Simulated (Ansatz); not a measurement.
## ScCd: the change of phonon entropy and phonon heat capacity with temperature

All results are calculated (Ansatz 0.2.0). Harmonic vibrational free energy, entropy and heat capacity at constant volume, per atom, from the force constants of a q mesh, imaginary modes left out; plane waves with PAW datasets, Gamma-centred k mesh.

Structure of every row (space group Pm-3m, No. 221):
```
ScCd
1.0
      3.4626     0.0000     0.0000
      0.0000     3.4626     0.0000
      0.0000     0.0000     3.4626
Sc Cd
1 1
Direct
  0.50000 0.50000 0.50000
  0.00000 0.00000 0.00000
```

Settings of every row: functional PBEsol; dispersion none; spin none; wave cutoff 420 eV; k mesh 12x12x12; occupations fermi dirac; smearing width 0.15 eV; volume over rest 0.98; phonon method linear response; q mesh 2x2x2.

Limits: coarse q mesh; levels loosely converged; metal sensitive to the k mesh; the cell comes from a prototype or a list of computed structures and needn't be the stable phase.

```csv
row,temperature (K),phonon entropy (kB/atom),phonon heat capacity (kB/atom),phonon free energy (meV/atom)
1,200,3.634,2.741,-6.2
2,300,4.777,2.879,-42.8
3,400,5.613,2.931,-87.7
4,500,6.27,2.955,-139
5,600,6.81,2.969,-195.4
6,700,?,?,?
7,800,7.667,2.982,-320.5
8,900,8.018,2.986,-388.1
9,1000,8.333,2.989,-458.6
```

Question: what phonon entropy and phonon heat capacity should row 6 give?

Worked fit of phonon entropy. Entropy rises as the heat capacity times the change of ln T, so take t = ln(T / 300 K). The shown rows have t = -0.4055, 0, 0.2877, 0.5108, 0.6931, 0.9808, 1.0986, 1.204. Least squares give phonon entropy = 4.7838 + 2.87129 × t + 0.06637 × t² kB/atom; a straight line predicts inner rows, each left out in turn, worse (root mean square 0.016 against 0.0051 kB/atom). The rows lie off it by 0.004, -0.007, -0.002, 0.002, 0.004, 0.003, 0.000, -0.004 (root mean square 0.0038 kB/atom), a smooth pattern that one more power would take up: the form is only approximate. The slope at t = 0, 2.87 kB/atom, estimates the heat capacity at 300 K. The withheld row has t = 0.8473, so the fit gives 4.7838 + 2.87129 × (0.8473) + 0.06637 × (0.8473)² = 7.264 kB/atom.

The calculation gave 7.269 kB/atom. The fit lies 0.005 kB/atom (0.11 % of the column's range) below it; its largest miss of a shown row is 0.007 kB/atom.

Worked fit of phonon heat capacity. At high temperature a harmonic heat capacity falls short of its limit by a term in 1/T², so take t = (100 K / T)². The shown rows have t = 0.25, 0.11111, 0.0625, 0.04, 0.02778, 0.01562, 0.01235, 0.01. Least squares give phonon heat capacity = 2.9999 − 1.13 × t + 0.377 × t² kB/atom; a straight line predicts inner rows, each left out in turn, worse (root mean square 0.0022 against 0.0003 kB/atom). All shown rows lie on it to the printed digit. The constant, 2.9999 kB/atom, is to be held against the harmonic limit of 3 k_B an atom. The withheld row has t = 0.02041, so the fit gives 2.9999 − 1.13 × (0.02041) + 0.377 × (0.02041)² = 2.977 kB/atom.

The calculation gave 2.977 kB/atom. The fit meets it to the printed digit.

The other values of row 6: phonon free energy -256.1 meV/atom.
